**Why does an electron become heavier when the gap widens?**

An electron in a crystal answers a pushing field as if it had a mass of its own, the effective mass. It is given here in units of the free-electron mass. A light electron gains speed easily, which favours a high mobility if scattering is equal. The table links this mass to the band gap in most of the direct-gap crystals, and two of them, rutile TiO2 and GaAs, show what the link depends on.

Kohn-Sham band gaps and electron masses of crystals relaxed with PBE in Ansatz 0.2.0 (plane-wave PAW, scalar-relativistic, no spin polarisation, cutoff 420 eV, Gaussian smearing of 0.02 eV). Gaps are taken over the whole zone; each mass is the smallest along seven directions, from central differences with a step of 0.02 Å⁻¹.

```tsv
formula	structure	k mesh	band gap (eV)	gap kind	lightest electron mass (electron mass)	measured gap (eV)	source	band gap, less measured (eV)
Bi2Se3	R-3m	6×6×6	0.694	indirect	0.103	0.215	arXiv:1407.1040 (2014)	0.48
GaAs	F-43m	12×12×12	0.161	direct	0.0157	1.42	arXiv:cond-mat/0404304 (2004)	-1.26
InP	F-43m	10×10×10	0.441	direct	0.0390	1.42	arXiv:cond-mat/0006134 (2000)	-0.98
CdSe	F-43m	10×10×10	0.494	direct	0.0541	1.69	arXiv:1007.2297 (2010)	-1.20
CdSe	P6_3mc	12×12×6	0.544	direct	0.0578	1.72	pmc:8232614 (2021)	-1.18
BAs	F-43m	10×10×10	1.204	indirect	0.216	1.835	arXiv:2307.05371 (2023)	-0.63
SiC	F-43m	10×10×10	1.373	indirect	0.228	2.4	pmc:7200658 (2020)	-1.03
SiC	P6_3mc	12×12×6	2.309	indirect	0.264	3.03	arXiv:1806.04908 (2018)	-0.72
TiO2	P4_2/mnm	6×6×10	1.860	direct	0.577	3.03	arXiv:2011.08928 (2020)	-1.17
TiO2	I4_1/amd	10×10×10	2.124	indirect	0.422	3.2	arXiv:1605.06887 (2016)	-1.08
GaN	P6_3mc	12×12×6	1.710	direct	0.144	3.4	arXiv:1710.05670 (2017)	-1.69
ZnS	F-43m	10×10×10	2.016	direct	0.168	3.85	arXiv:0911.5022 (2009)	-1.83
AlN	P6_3mc	9×9×6	4.034	direct	0.282	6.05	arXiv:1705.07729 (2017)	-2.02
SrO	Fm-3m	8×8×8	3.326	indirect	0.407	6.1	arXiv:0908.1581 (2009)	-2.77
```

## The pattern

Take first the seven crystals whose two band edges lie at the zone centre and whose lowest empty band is built mainly from s orbitals: GaAs, InP, both forms of CdSe, GaN, ZnS and AlN. Their gaps span a factor of 25 and their masses a factor of 18. The wider the gap, the heavier the electron, without exception among these seven. The s character is standard chemistry of such compounds; the positions of the edges come from the calculation.

## Two bands that repel

Exactly at the zone centre the filled p-like states and the empty s-like state are separate levels. A small step $k$ away they mix, with a strength proportional to $k$ and to the momentum that connects the two kinds of state. Mixed levels repel each other, so the empty band is pushed up and one filled band is pushed down. A narrow gap means strong repulsion, a steeply curved band and a light electron.

Let $e=\hbar^2k^2/2m_0$ be the energy of a free electron of mass $m_0$ at that step, $E_g$ the gap, and $x$ the rise of the empty band above its minimum. If the squared mixing is written as $eC$, with $C$ an energy that measures the coupling, the two-level problem reads

$$(x-e)(x-e+E_g)=eC .$$

For a small step this gives $x\approx e(1+C/E_g)$. The mass is $m=e/x$, hence

$$\frac{1}{m}=1+\frac{C}{E_g}.$$

When $C$ is much larger than the gap, the mass is nearly proportional to the gap. At wide gaps the free-electron term 1 slows the growth: from GaN to AlN the gap grows 2.4-fold, but the mass only doubles.

## ZnS, worked in full

The coupling $C$ was averaged over six rows, the seven above without GaAs, and came out at 10.1 eV. ZnS has a gap of 2.02 eV, so $C/E_g=10.1/2.02=5.0$ and $m=1/(1+5.0)=0.17$. The calculation gives 0.168. ZnS belongs to the six rows, so this illustrates the formula and does not test it independently.

The filled bands of ZnS offer a separate look at the mechanism. Along the cubic axes one hole has a mass of 0.18, close to the electron's, while the other two have 0.72. One light partner for the electron is what repulsion between two bands should leave behind. The two-band model would make that hole somewhat heavier, $1/(5.0-1)=0.25$, so bands outside the pair also take part.

Over the six rows the typical miss in the mass is 7%, against 15% for a mass strictly proportional to the gap. The largest miss, 13%, is that of InP. One common coupling is therefore a fair summary, but $C$ is an effective number that also absorbs the influence of other bands.

## A simpler system with the same law

A relativistic particle in free space behaves in a similar way. Its energy is $\sqrt{(mc^2)^2+(pc)^2}$, with $p$ the momentum and $c$ the speed of light, and a gap of $2mc^2$ separates it from the mirror branch of negative energy. A smaller gap there also means a smaller mass. At large momentum the curve straightens, and a single mass no longer describes it.

The analogy holds for the light pair of bands only. The heavy holes have no counterpart in it, and the crystal's coupling differs from one material to the next, whereas $c$ is universal. The two breaks below differ in kind. In rutile the coupling between the two edge states vanishes. In GaAs it is unusually strong, but the straightening of the curve hides this.

## Rutile: a direct gap without the coupling

Rutile TiO2 has its band edges at the zone centre too, and its gap lies between those of GaN and ZnS. Yet its lightest electron mass, 0.577, is 4.0 times that of GaN and 3.4 times that of ZnS. The two-band curve, to which rutile did not contribute, would give 0.156. This is by far the largest break among the direct-gap rows.

The cause lies in the kind of states at the edges. The lowest empty band of TiO2 is made of titanium 3d orbitals, not of a spread-out s orbital. In rutile the two edge states at the zone centre also have the same parity, and the momentum operator connects only states of opposite parity. Their mutual coupling is therefore zero, and a small gap between these two states cannot make the electron light. This is established physics of rutile; the orbital make-up and the symmetry of the states were not printed by the calculation. A mass below 1 shows that deeper filled states still push the empty band up, but for compact d orbitals this push is expected to be weak.

Anatase, the other form of TiO2, supports the role of the d band. Its conduction minimum is also at the zone centre, and its mass of 0.422 is 2.4 times the value on the curve. The evidence is weaker than for rutile, because the top of its filled bands lies elsewhere in the zone.

## GaAs: a break hidden by the step

GaAs seems to obey the rule perfectly. Its mass of 0.0157 and its gap of 0.161 eV, put into the short formula, return a coupling of 10.1 eV, the same as the average of the other six. This agreement is misleading. The masses come from energy differences over a step of 0.02 Å$^{-1}$, and over that step the GaAs band rises by 60% of the gap.

The short formula assumes a rise much smaller than the gap. In GaAs the band has already begun to straighten, like the relativistic curve, so the finite step makes the electron look too heavy. The full two-level equation, solved at this step, gives a coupling of 16 eV, 1.6 times the average. In the limit of a very small step the same model puts the mass near 0.01, a value that the calculation itself did not check.

The finite step thus explains why GaAs appeared to fit, but not why its coupling is larger. A slow drift of the coupling with the gap does not account for it, since a straight line through the six rows still gives 10 eV at the gap of GaAs. InP has the next largest coupling, 11.8 eV. These two compounds have the least polar bonds of the seven, and polar bonding is expected to weaken the coupling. Two rows fit that idea but cannot prove it.

## When the gap is indirect

Momentum couples states at the same $k$ only. In an indirect crystal the printed gap joins two different points of the zone, so it is the wrong energy to put into the formula. The right one is the direct gap at the conduction minimum, which is never smaller. All six indirect rows are indeed heavier than the curve, by factors of 1.4 to 2.4. The choice of gap is not always the reason, though. In Bi2Se3 and SrO the smallest direct gap on the mesh is hardly wider than the printed one. If it lies at the conduction minimum, the choice of gap explains little of their factor of 1.6. In SrO a minimum built from d orbitals, as in TiO2, is the likelier cause.

Cubic SiC shows that the energy is not the whole story. Its printed gap is 1.37 eV, but its smallest direct gap on the mesh is more than three times as wide. With that wider gap the formula gives a mass clearly above the computed 0.228. The coupling found at the zone centre therefore does not carry over to the zone boundary, where the minimum of SiC lies.

## What the masses mean for a real material

PBE gaps are too small in all seven s-like rows, by 0.98 to 2.02 eV against the measured values. Spin-orbit coupling and zero-point motion are missing from the calculation, but including them would normally lower these gaps further. The functional is the main cause. In GaAs the relaxed lattice is also too wide, which by a rough estimate takes away a few tenths of an eV.

By the mechanism above, too small a gap makes the electron too light. GaAs is the extreme case: its PBE gap is 11% of the measured one, so its computed mass is expected to be far too small. A mobility estimate should not start from that entry. Putting the measured gap into the formula is no tested remedy, because the coupling may change as well.

Three entries in the error column need separate care. Bi2Se3 is the only crystal whose computed gap is too large, but spin-orbit coupling, which reorders its band edges, is absent and its layers are too far apart. For hexagonal SiC the measured 3.03 eV matches a different stacking of the layers, known as 6H, so its apparently better agreement is no success of the functional. The measured value for SrO comes from X-ray spectra; optical values are lower, so its error may be overstated.

The printed output below lists the coupling and the model mass for each row.

Output of the analysis:

```
Two-band model:
     row  coupling without step correction (eV)  coupling with step correction (eV)  model mass  computed mass over model mass
  Bi2Se3                                  6.044                               6.159     0.06607                          1.559
    GaAs                                  10.09                               16.08     0.02209                         0.7108
     InP                                  10.87                               11.79     0.04472                          0.872
    CdSe                                  8.637                               9.103      0.0492                          1.099
    CdSe                                  8.868                               9.273     0.05343                          1.082
     BAs                                   4.37                                4.39      0.1074                          2.012
     SiC                                  4.649                               4.666      0.1204                          1.894
     SiC                                  6.437                               6.449      0.1863                          1.417
    TiO2                                  1.364                               1.364      0.1559                          3.701
    TiO2                                  2.909                               2.912       0.174                          2.425
     GaN                                  10.17                               10.22      0.1453                         0.9913
     ZnS                                  9.984                               10.02      0.1667                          1.008
     AlN                                  10.27                               10.28      0.2853                         0.9884
     SrO                                  4.846                               4.849      0.2477                          1.643
Mean coupling of the six fitted rows (eV): 10.11
Root mean square miss of the two-band model in the six rows (%): 7.441
Root mean square miss of mass proportional to gap in the six rows (%): 15.19
Largest miss of the two-band model in the six rows (%): 12.8
Rutile mass over GaN mass: 4.007
Rutile mass over ZnS mass: 3.435
Mean coupling over rutile coupling: 7.413
GaAs band rise over the step (eV): 0.09707
GaAs band rise over the step (% of its gap): 60.29
GaAs coupling with step correction over mean coupling: 1.59
Coupling at the GaAs gap from a straight line through the six rows (eV): 10.05
GaAs mass in the limit of a vanishing step by the two-band model: 0.009911
Largest over smallest gap in the seven s-like direct rows: 25.06
Largest over smallest mass in the seven s-like direct rows: 17.96
Smallest shortfall of the PBE gap in these seven rows (eV): 0.98
Largest shortfall of the PBE gap in these seven rows (eV): 2.02
GaAs PBE gap as share of the measured gap (%): 11.34
ZnS light-hole mass over electron mass: 1.085
ZnS heavy-hole mass over electron mass: 4.273
```
